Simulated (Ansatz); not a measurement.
A series in smearing width on Re

All results are calculated (Ansatz 0.2.0). Plane-wave density functional theory, scalar-relativistic PAW datasets made under PBE, Gamma-centred meshes; one setting moves on a fixed relaxed cell, energies count from the zero-width extrapolation of the reference run, pressure is Pulay-corrected at fixed cutoff and positive in compression.

Structure of every row (space group P6_3/mmc, No. 194):
```
CELL_PARAMETERS angstrom
2.77690 0.00000 0.00000
-1.38840 2.40480 0.00000
0.00000 0.00000 4.47880
ATOMIC_POSITIONS crystal
Re 0.33333 0.66667 0.25000
Re 0.66667 0.33333 0.75000
```

Settings of every row: spin polarised no; functional PBE; wave cutoff 420 eV; k mesh 13x13x7; smearing method gaussian; reference k mesh 13x13x7; reference smearing width 0.1 eV; reference wave cutoff 420 eV; reference smearing method fermi_dirac; swept setting smearing; valence electrons per atom 15.

Atom starting moment: 0 on all atoms.

Limits: settings are moved on purpose, so some rows are far from converged; no spin-orbit coupling, which can matter with elements this heavy.

```
row  smearing width (eV)  free energy error per atom (meV)  zero smearing energy error per atom (meV)  pressure (GPa)
  1                 0.01                             -0.09                                      -0.05           -0.18
  2                 0.03                             -0.29                                      -0.11           -0.21
  3                  0.1                             -2.25                                      -0.18           -0.23
  4                  0.2                                 ?                                          ?               ?
  5                  0.3                            -18.48                                        0.2            0.09
```

Question: what free energy error per atom should row 4 give?

Worked fit of free energy error per atom. Smearing changes a smooth quantity, to lowest order, with the square of the width, so take w² in eV². The shown rows have w² = 0.0001, 0.0009, 0.01, 0.09. Their means are 0.02525 and -5.278 meV; the sums about the means are S_tt = 0.005651 and S_ty = -1.153, whose ratio is the slope. Least squares give free energy error per atom = −0.125 − 204.04 × w² meV. The rows lie off it by 0.06, 0.02, -0.08, 0.01 (root mean square 0.051 meV). The constant, -0.125 meV, estimates the value at zero width. The withheld row has w² = 0.04, so the fit gives −0.125 − 204.04 × (0.04) = -8.29 meV.

The calculation gave -8.27 meV. The fit lies 0.02 meV (0.11 % of the column's range) below it; its largest miss of a shown row is 0.08 meV.

The other values of row 4: zero smearing energy error per atom -0.23 meV; pressure -0.1 GPa.
